How many atomic planes should be free to move in a model of the Hf-terminated HfN(111) surface, and how many may be held at their bulk positions? Freeing only the outermost plane looks natural, because that is where the bonds were cut. In this PBEsol calculation it would miss a large part of the effect. The second Hf plane moves almost as far as the first, and in the opposite direction.

Relaxed nine-plane HfN(111) slab (Hf5N4) with Hf on both faces and 15 Å of vacuum, computed with Ansatz 0.2.0 using scalar-relativistic, spin-unpolarised PBEsol, PAW, a 420 eV plane-wave cutoff, a 12×12×1 k mesh and 0.1 eV Gaussian smearing. Planes are numbered from bottom to top, and spacing changes are relative to relaxed bulk HfN.

| row | relaxed plane number | relaxed plane spacing to next (Å) | relaxed plane spacing change (Å) | relaxed plane rumpling (Å) |
| --- | --- | --- | --- | --- |
| 1 | 1 | 1.271 | -0.028 | 0.000 |
| 2 | 2 | 1.260 | -0.039 | 0.000 |
| 3 | 3 | 1.330 | 0.030 | 0.000 |
| 4 | 4 | 1.301 | 0.002 | 0.000 |
| 5 | 5 | 1.301 | 0.002 | 0.000 |
| 6 | 6 | 1.330 | 0.030 | 0.000 |
| 7 | 7 | 1.260 | -0.039 | 0.000 |
| 8 | 8 | 1.271 | -0.028 | 0.000 |
| 9 | 9 | n/a | n/a | 0.000 |

The odd planes are Hf and the even ones N, so both faces of the slab end in Hf. Plane 1 is therefore as much a surface as plane 9, and going from plane 1 to plane 5 leads from a surface to the middle. The column "relaxed plane spacing change" compares each spacing with its value in relaxed bulk HfN, 1.299 Å.

**Planes 1 and 2: two short spacings.** The spacing above plane 1 shrinks by 0.028 Å and the one above plane 2 by 0.039 Å. Suppose first that only the outer Hf sank towards the crystal: the first spacing would shrink and the second would keep its bulk value. Suppose instead that the outer Hf and the N beneath it sank together as a rigid pair: only the second would shrink. The table fits neither limit, and the next row shows why.

**Plane 3: the long spacing.** Here the spacing grows by 0.030 Å, about as much as each of the first two shrank. A third limiting case gives just this pattern. Let the N of plane 2 and all planes deeper than plane 3 stay where they are, and let the Hf planes on either side of that N each move towards it by the same small distance $\delta$. The first two spacings then change by $-\delta$, the third by $+\delta$ and the fourth not at all. The long third spacing is thus the gap that the subsurface Hf leaves behind, and it needs no repulsion of its own.

Adding up the changes from the central plane gives the actual moves. The outer Hf goes inward by 0.035 Å and the subsurface Hf outward by 0.032 Å, while the N between them shifts inward by only 0.007 Å. That small shift of N explains why the second spacing shrinks more than the first: it gives back part of the first contraction and adds the same amount to the second.

The forces in the slab as cut, before any atom had moved, show that the subsurface Hf is not simply dragged along. It is pulled outward with 0.76 eV/Å, whereas the outer Hf is pulled inward with 0.44 eV/Å. The stronger pull thus acts on the atom that lies deeper.

These forces also allow a test of whether the response is elastic. If the atoms sit in a harmonic energy well, each force falls evenly to zero on the way to the relaxed position. Its average is then half its starting value, and each atom contributes half of force times displacement to the energy gained. With two equal faces the factor of one half cancels, and the two kinds of moving Hf give

$$
\Delta E \approx 0.44\times0.035 + 0.76\times0.032 \approx 0.040\ \text{eV}.
$$

The N planes add less than 0.001 eV. The calculation itself gives a gain of 0.041 eV for the slab, so the estimate agrees to within a few per cent, which is as well as the rounded displacements allow. The relaxation is therefore a small, elastic adjustment in which the subsurface Hf accounts for the larger part of the energy gained. The agreement shows that the response is nearly harmonic, but it leaves open what pulls the atoms.

For the outer Hf a likely cause is easy to name. It has kept only three of its six N neighbours, all on the inner side. The loss alone would not be enough, because bonds already at their preferred length pull in neither direction. But an atom that loses neighbours often binds the remaining ones more strongly, and here that would draw it inward. The subsurface Hf is the harder case, because it still has all six N neighbours and all twelve nearest Hf neighbours. Something must have shifted the balance between the forces that pull it towards the surface and those that pull it towards the interior.

A count of electrons suggests what that is. In a simple ionic picture Hf brings four valence electrons and N takes up three, which leaves one per Hf in the bulk. The slab has five Hf but only four N, so $5\times4-4\times3=8$ electrons remain, or 1.6 per Hf. The surplus should gather near the two faces, where N is lacking, and enter Hf d states. In a metal with so few d electrons these states are mostly bonding between metal atoms.

Extra electrons of this kind would draw the first two Hf planes together across the N plane. The geometry agrees: the distance between Hf neighbours in planes 1 and 3 falls from 3.183 Å in the bulk to 3.128 Å. This explanation remains an argument, however, since the Hf–N bonds on both sides of plane 2 become shorter as well. Stronger Hf–N bonding would produce the same moves, and distances alone can't tell the two apart. The calculation also keeps the electrons unpolarised and omits spin–orbit coupling, so how the surplus d electrons would respond to either is untested.

**Planes 4 and 5: the middle of the slab.** The change drops to 0.002 Å, too little to deserve a cause of its own. Symmetry holds plane 5 at the centre of the slab, so only the N of plane 4 can show how far the disturbance reaches. That N stays practically at its bulk position, as the limiting case with $\delta$ assumed.

**Planes 6 to 9: the other face.** The same spacings return in reverse order, because the slab is symmetric. Plane 9 is the upper surface, with vacuum above it. The rumpling is zero throughout because each plane has a single atom in the surface cell, so there is no second atom in the plane for it to shift against. A larger cell might let the surface reconstruct, and that possibility is untested here.

For a slab of this kind, then, the outer three planes at each face should be free to move, and the planes between them can stay at bulk positions with little loss. The choice rests on a slab of nine planes, in which the two faces are not far apart and symmetry fixes the central Hf. A thicker slab would show whether the fifth plane moves when it is free to do so. The pattern itself is easy to carry over: wherever the two outer metal planes close in on an anion plane that stays put, and the deeper planes stay put too, the spacings must run short, short, long. The printed output below lists the moves, the distances and the energy estimate.

The analysis program printed:

```
bulk plane spacing in angstrom: 1.299
spacings and Hf-N bonds:
  row  change in percent  Hf-N bond in angstrom
    1             -2.155                  2.234
    2             -3.002                  2.228
    3              2.309                  2.268
    4             0.1539                  2.252
    5             0.1539                  2.252
    6              2.309                  2.268
    7             -3.002                  2.228
    8             -2.155                  2.234
bulk Hf-N bond in angstrom: 2.251
inward move of outer Hf plane 1 in angstrom: 0.035
inward move of N plane 2 in angstrom: 0.007
inward move of subsurface Hf plane 3 in angstrom (negative is outward): -0.032
change of Hf-Hf plane separation 1 to 3 in angstrom: -0.067
change of Hf-Hf plane separation 3 to 5 in angstrom: 0.032
Hf-Hf distance between planes 1 and 3 in angstrom: 3.128
Hf-Hf distance in bulk in angstrom: 3.183
size ratio of starting forces on plane 3 and plane 1: 1.718
formal electrons left per Hf in the slab (bulk has 1): 1.6
harmonic estimate of energy gain for both faces in eV: 0.04014
computed energy gain for both faces in eV: 0.0407
estimate over computed gain: 0.9863
```
